### 1. How large are the parts of the correction, and what do they leave?

Each part changes a gap by roughly 5 to 8 eV, and together they leave between 0.4 and 1.3 eV. A G0W0 calculation replaces vxc, the exchange–correlation potential of the starting functional, by a self-energy made of exchange and correlation. The table lists "exchange less vxc" and "correlation" at the highest filled level (valence top) and the lowest empty level (conduction bottom). The correction to the gap is the shift of the conduction bottom less that of the valence top.

Zincblende structure, space group F-43m (216); same groups of the periodic table, sites A = 4 atoms, B = 4 atoms. One-shot G0W0 at a finite count of bands, screening cutoff and k mesh, gaps over the mesh points. Ansatz 0.2.0, plane-wave PAW, no spin polarisation, cells relaxed with r2SCAN; starting functional r2SCAN; cutoff 500 eV; fixed occupations; screening cutoff 180 eV.

```csv
formula,element on site A,Z A,element on site B,Z B,shortest distance (Å),k mesh,exchange less vxc valence top (eV),correlation valence top (eV),Z valence top,exchange less vxc conduction bottom (eV),correlation conduction bottom (eV),Z conduction bottom
BN,B,5,N,7,1.563,8×8×8,-3.405,2.580,0.83500,4.931,-4.479,0.86100
BP,B,5,P,15,1.964,6×6×6,-1.645,1.075,0.79900,4.265,-4.200,0.81100
AlN,Al,13,N,7,1.892,6×6×6,-3.768,2.906,0.79200,4.017,-3.773,0.84200
GaN,Ga,31,N,7,1.948,6×6×6,-3.393,2.870,0.78000,4.276,-3.843,0.81300
GaP,Ga,31,P,15,2.360,6×6×6,-1.637,1.133,0.77700,3.665,-3.737,0.80300
```

### 2. Why do exchange and correlation pull in opposite directions?

In all five compounds the exchange part lowers the valence top and raises the conduction bottom. The standard explanation is that r2SCAN leaves a filled state with some repulsion from its own charge, so the state lies too high. Exact exchange removes that repulsion. An empty state has the opposite fault: the functional attracts it almost as if it were filled, whereas exact exchange binds it less.

Exchange alone treats the other electrons as frozen. In reality they draw back from an added electron and move in around a hole. This lowers the energy of the added electron, so the conduction bottom comes down. It also makes removing an electron cheaper, so the valence top goes up. Correlation therefore opposes the exchange part at both edges.

### 3. Why is the cancellation more complete in some compounds?

Correlation takes back about 85 % of the exchange opening in BN and 92 % in GaP. Electrons that rearrange more easily should undo more of the bare exchange effect. A measure of this ease is the electronic dielectric constant of the same calculations, which is about 4 in BN and 10 in GaP. The cancelled share rises with it along the series, except that BN and AlN, which are nearly equal in both, change places.

This rule holds for the gap, not for each edge. At the valence top correlation cancels only 65 % of the exchange part in BP, against 76 % in BN. The higher share in the gap of BP comes from the conduction bottom, where the cancellation is almost complete.

### 4. What changes if nitrogen is replaced by phosphorus?

The exchange part at the valence top becomes weaker by 1.76 eV, and the change is the same whether the partner is boron or gallium. In the nitrides the valence top is made mainly of nitrogen 2p states. In the phosphides the partner should contribute more, and in BP, whose atoms are almost equally electronegative, the two should share the state about evenly. Nitrogen's 2p shell is compact because no deeper p shell lies beneath it, while phosphorus has the larger 3p shell. Boron's 2p shell is also larger than nitrogen's, since its nucleus pulls less strongly. A compact state repels itself more, so exact exchange should have more to correct.

Most of this change never reaches the gap. The correlation part at the valence top also becomes smaller, by 1.5 eV from BN to BP and by 1.7 eV from GaN to GaP. The dielectric constant alone would suggest the reverse, since the phosphides screen better. The size of the hole offers an explanation: a compact hole has a strong field nearby and pulls its surroundings in harder. On this view the same compactness enlarges both parts, so their changes largely cancel. It cannot be the whole story, because BN and GaN have almost the same exchange part at the valence top, yet the correlation part is 0.29 eV larger in GaN.

### 5. Must the sum of the parts be multiplied by Z?

Z, the renormalisation factor, is the fraction of an added electron or hole that still behaves as a single sharp particle. In the linearised form of G0W0, the shift of a level is multiplied by it. BN shows whether that is right here. Its valence top moves by −3.405 + 2.580 = −0.825 eV, and its conduction bottom by 4.931 − 4.479 = 0.452 eV.

The gap should therefore open by 1.28 eV, which is the difference between the G0W0 and r2SCAN gaps of the same calculation. Multiplying each shift by its Z would give only 1.08 eV. The plain sum agrees equally well in the other four compounds. The likely reason is that correlation was evaluated at the corrected energy of the level. The factor Z is needed only when correlation is taken at the old energy and carried over to the new one by a straight line.

### 6. What sets the size of Z?

A new electron or hole shakes the others, and part of its strength goes into collective oscillations of the valence electrons, called plasmons. The simplest model couples the level to one oscillation of energy E with a strength g. The correlation part then falls with energy at the slope −g²/E², which gives Z = 1/(1 + g²/E²). A stiff, dense electron system has a high E and should keep Z close to one.

E can be estimated by treating the eight s and p valence electrons of a primitive cell, which holds one atom of each element, as free. In BN the bond length d is 1.563 Å, and the cell volume 16d³/(3√3) is about 11.8 Å³. The density n is then 8/11.8 ≈ 0.68 electrons per Å³. The plasmon energy ħ√(4πne²/m), with e and m the charge and mass of the electron, is about 37 eV × √0.68 ≈ 31 eV. The same steps give about 17 eV for GaP, whose bonds are much longer.

At the conduction bottom, Z follows the order of these energies, from 0.861 in BN down to 0.803 in GaP, with GaN and BP practically level. The order agrees with the picture, but the steps do not. From AlN to BP the plasmon energy changes little while Z drops clearly, and from BP to GaP it is the other way round. Nor does the order single this picture out. With eight electrons counted in every cell, the estimate is the bond length in another guise, and the dielectric constant gives nearly the same order.

The model gets the order right but not the size. With a constant g, the quantity 1/Z − 1 would be more than three times as large in GaP as in BN, whereas the table gives a ratio of about 1.5. The coupling would have to weaken as the electrons become less dense. At the valence top even the order fails: BP has the second-highest Z, although its plasmon energy ranks fourth. A model that knows only the density of the electrons cannot say why.

### 7. Can GaN be compared with the other four?

Its valence top can be compared more safely than its conduction bottom, because the valence top lies at the zone centre Γ in every compound. The conduction bottom is a different kind of state. In GaN it also lies at Γ, while in the other four the lowest state on the mesh is at the zone-boundary point X. The X state of GaN is 1.6 eV higher in r2SCAN, so swapping Ga for Al or B changes the state as well as the element.

Gallium also brings a filled 3d shell. In GaN, r2SCAN puts it about 14 eV below the valence top, whereas photoemission finds it deeper. Levels of the same symmetry repel each other, so a 3d shell that lies too high pushes the nitrogen 2p states up and narrows the gap. One-shot G0W0 keeps the r2SCAN orbitals and so inherits their excessive mixing. The GaN gap may therefore lie low for a reason that more bands or a finer mesh would not remove, and the same caution applies to GaP. The gaps of both compounds also lack spin-orbit coupling, which splits the valence top and would narrow them slightly.

### 8. Which digits can be trusted?

The parts are printed to a thousandth of an electronvolt, which is useful for checking sums but not for predicting a gap. How far the gaps lie from the limit of a complete basis was not tested for these five compounds, nor were their cells compared one by one with a second code. In the data makers' tests on other systems, G0W0 gaps fell short of that limit by 6 to 9 % in the median. If the same held for GaP, its gap would be 0.15 to 0.23 eV too small, or roughly a third to a half of its whole gap opening. This borrowed figure is not an error bar for GaP, but it warns against reading much into differences of about a tenth of an electronvolt.

The conduction bottom moves by +0.07 eV in BP and by −0.07 eV in GaP. Those opposite signs should not be given a chemical meaning. BP has a further limit: its true conduction minimum is known to lie between Γ and X, at a point that the mesh does not contain, so its gap on the mesh is somewhat too wide.

When the gaps of compounds are to be compared, the two parts should be added first. In GaP the exchange part opens the gap by 5.3 eV. If correlation cancelled 5 % more or less of that, the gap would change by about 0.27 eV, which is more than half of the whole correction.
